*Why does the fourth level under the Fermi energy jump by 8 to 10 eV between some neighbouring rows?* Each row is one point of the reciprocal cell, placed by its components "point b" and "point c", and the columns count levels downwards and upwards from the Fermi energy.

Levels of HfN (Fm-3m) from Quantum ESPRESSO 7.5 with PBE and PseudoDojo 0.4.1 SR PBE standard pseudopotentials, without spin polarisation or spin-orbit coupling. The k mesh is 4×4×4, the wave cutoff 1142.88 eV and the Fermi-Dirac smearing 0.05 eV. Energies are relative to the Fermi energy, and point a, the first component, is 0 in every row.

| point b (reciprocal cell vector) | point c (reciprocal cell vector) | level point (row) | level under 4 (eV) | level under 3 (eV) | level under 2 (eV) | level under 1 (eV) | level over 1 (eV) | level over 2 (eV) |
| --- | --- | --- | --- | --- | --- | --- | --- | --- |
| 0.0000 | 0.0000 | 1 | -17.033 | -2.527 | -2.527 | -2.527 | 0.144 | 0.144 |
| 0.0000 | 0.2500 | 2 | -15.788 | -5.968 | -4.558 | -4.558 | 1.074 | 1.841 |
| 0.0000 | -0.5000 | 3 | -14.280 | -8.434 | -5.738 | -5.738 | 3.759 | 4.207 |
| 0.2500 | 0.2500 | 4 | -6.317 | -3.373 | -3.373 | -1.955 | 3.429 | 3.710 |
| 0.2500 | -0.5000 | 5 | -6.619 | -5.189 | -4.634 | -0.149 | 4.505 | 4.985 |
| 0.2500 | -0.2500 | 6 | -14.951 | -7.259 | -5.422 | -4.855 | 2.267 | 2.713 |
| -0.5000 | -0.5000 | 7 | -4.947 | -3.336 | -3.206 | -3.206 | 4.616 | 6.045 |

The jump is a change of label. HfN has 17 electrons in this calculation, enough for eight full bands and half of a ninth. At points 1, 2, 3 and 6 eight bands lie below zero, and "level under 4" is the nitrogen 2s level; at points 4, 5 and 7 a ninth has slipped under, and the same column shows a nitrogen 2p level. The names of the orbitals rest on the electron count and on ordinary chemistry, as the levels themselves carry no such label.

*Are the wide separations across zero band gaps, then?* They are not, because at different points they separate different bands. With an odd number of electrons and both spins treated alike, at least one band has to stay partly filled, so the crystal is a metal. For a gate electrode or a conducting barrier layer this matters: the carriers belong to the composition itself, and no dopant has to supply them.

*Why do the nitrogen 2p levels lie so much deeper at some points than at others?* Picture a straight chain of alternating Hf and N atoms, with a p orbital on each N pointing along the chain. Its two lobes have opposite signs. If the Hf orbitals on its two sides have equal signs, the overlap on one side cancels that on the other; if their signs are opposite, both sides bond. What counts is how far the phase of the electron wave advances from one Hf atom to the next: no turn or a full turn forbids the bond, and half a turn makes it strongest.

The crystal has such chains along three axes. At the zone centre Γ (point 1) the phase advances along none of them. Half a turn occurs along one axis at point 4, along two at point 6 and along all three at L (point 3). The mean of the three 2p levels follows this count, at about −2.5, −4.4, −5.8 and −6.6 eV. The chain leaves out the coupling between like atoms in neighbouring rows, the likely reason why X (point 7), with a full turn along one axis, still lies about 1.3 eV below Γ in this mean.

*How much does the bond gain when a p orbital points straight at hafnium?* Point 4 lies halfway from Γ to X, and at both ends the bond is forbidden. If each N 2p orbital coupled only to the 2p orbitals of the nearest N atoms, a p level would follow

$$E(x)=A+B\cos(\pi x),$$

where $x$ is the fraction of the way from Γ to X, and $A$ and $B$ are constants. The cosine vanishes halfway, so the level there would be the mean of its two ends. For the p orbital along the line this gives $(-2.527-4.947)/2=-3.737$ eV. The computed level is −6.317 eV, lower by 2.6 eV, and this row did not enter the estimate.

A control shows how far such a mean can be believed. One hafnium d level is barred by symmetry from mixing with nitrogen s and p orbitals along the whole line, yet it too misses its mean, by 0.4 eV. The 2.6 eV therefore stand well clear of the error of the estimate, while the 0.5 eV found for the two sideways p orbitals hardly do. Mixing pushes a level down when its partner lies higher, as Hf 5d and 6s do; the deeper N 2s level would push it up. Head-on bonding with hafnium is therefore the expected cause of the large shift, though the run does not divide it into parts. Which of the two single levels at X is p and which is d is an assignment; exchanging them makes the shift larger still, as the printed output below shows.

*Where does the seventeenth electron go?* When p levels are pushed down by bonding, their d partners are pushed up. From Γ to L the distance between the highest p level and the lowest level above it grows from 2.7 to 9.5 eV. That leaves the ninth band at L 3.759 eV above the Fermi energy, out of reach for the extra electron. The d level that takes no part in the mixing escapes this push on the way to X, and overlap between Hf atoms can lower it there. The ninth band is accordingly filled at X and at point 4, and almost filled at point 5.

Point 5 alone holds about 71 % of the extra electron. The level there is not specially deep, at only 0.149 eV under the Fermi energy. The row simply stands for 24 of the 64 points of the mesh. One energy thus has to speak for more than a third of the zone, where a denser mesh would find a range of levels, some filled and some empty. The share is therefore a figure of this mesh, not a property of the crystal.

*What would change if carbon replaced nitrogen?* The compound would have one electron fewer, just enough to fill eight bands. To a first approximation the levels can be kept as they are and the electron taken away. Even then no gap opens: the eighth level at Γ, at −2.527 eV, lies above the ninth at X, at −3.206 eV, so some electrons would leave the eighth band for the ninth. Carbon 2p levels lie higher than those of nitrogen, but both levels compared here are 2p levels by the assignment above, so they should rise together and keep their order. The carbide should therefore remain a metal, though with far fewer carriers; this is an argument from the nitride's levels, not a calculation of the carbide.

*Which digits can be trusted?* Differences between levels are safer than their distance from zero, because the Fermi energy is fixed by the filling of a coarse mesh. How far a denser mesh would move it, this run cannot tell. A shift of 0.15 eV could already change a sign, as the ninth band lies at +0.144 eV at Γ and −0.149 eV at point 5. Those two signs are fragile; the metal is not, since it follows from the electron count.

Spin-orbit coupling, left out here, sets a second limit. It would split the threefold d level at Γ, for an element as heavy as hafnium by an expected few tenths of an electronvolt. The single d level at X has no partner to split from and can only shift. It lies only 0.13 eV below the pair of p levels, however, and PBE can misplace d levels against p levels by more than that, so their order should not be relied on. The 2.6 eV of head-on bonding and the widening towards L are far larger and should survive such a correction.

Output of the analysis:

```
Bands and filling:
   row  bands below zero  separation across zero in eV  ninth level in eV  filling of ninth level  electrons above eight bands
   0.0                 8                         2.671              0.144                 0.05315                     0.004983
   0.0                 8                         5.632              1.074               4.692e-10                    1.173e-10
   0.0                 8                         9.497              3.759               2.237e-33                    2.797e-34
  0.25                 9                         5.384             -1.955                       1                       0.1875
  0.25                 9                         4.654             -0.149                  0.9517                       0.7137
  0.25                 8                         7.122              2.267               2.037e-20                     7.64e-21
  -0.5                 9                         7.822             -3.206                       1                      0.09375
electrons above eight full bands, seven listed points together: 1
share of these electrons at point 5, percent: 71.38
distance between ninth levels of points 1 and 5, eV: 0.293
spread of N 2s level over points 1 2 3 6, eV: 2.753
sigma p level halfway, mean of Gamma and X, eV: -3.737
sigma p level halfway, computed less mean, eV: -2.58
pi p pair halfway, computed less mean, eV: -0.5065
single d level halfway (control), computed less mean, eV: -0.359
sigma p level halfway with the two single X levels exchanged, computed less mean, eV: -3.386
d control halfway with the two single X levels exchanged, computed less mean, eV: 0.4465
separation of p and d levels at Gamma, eV: 2.671
separation across zero at L, eV: 9.497
fall of upper p pair from Gamma to L, eV: 3.211
rise of lowest level over zero from Gamma to L, eV: 3.615
p level at Gamma above d level at X, eV: 0.809
p pair above d level at X, eV: 0.13
```
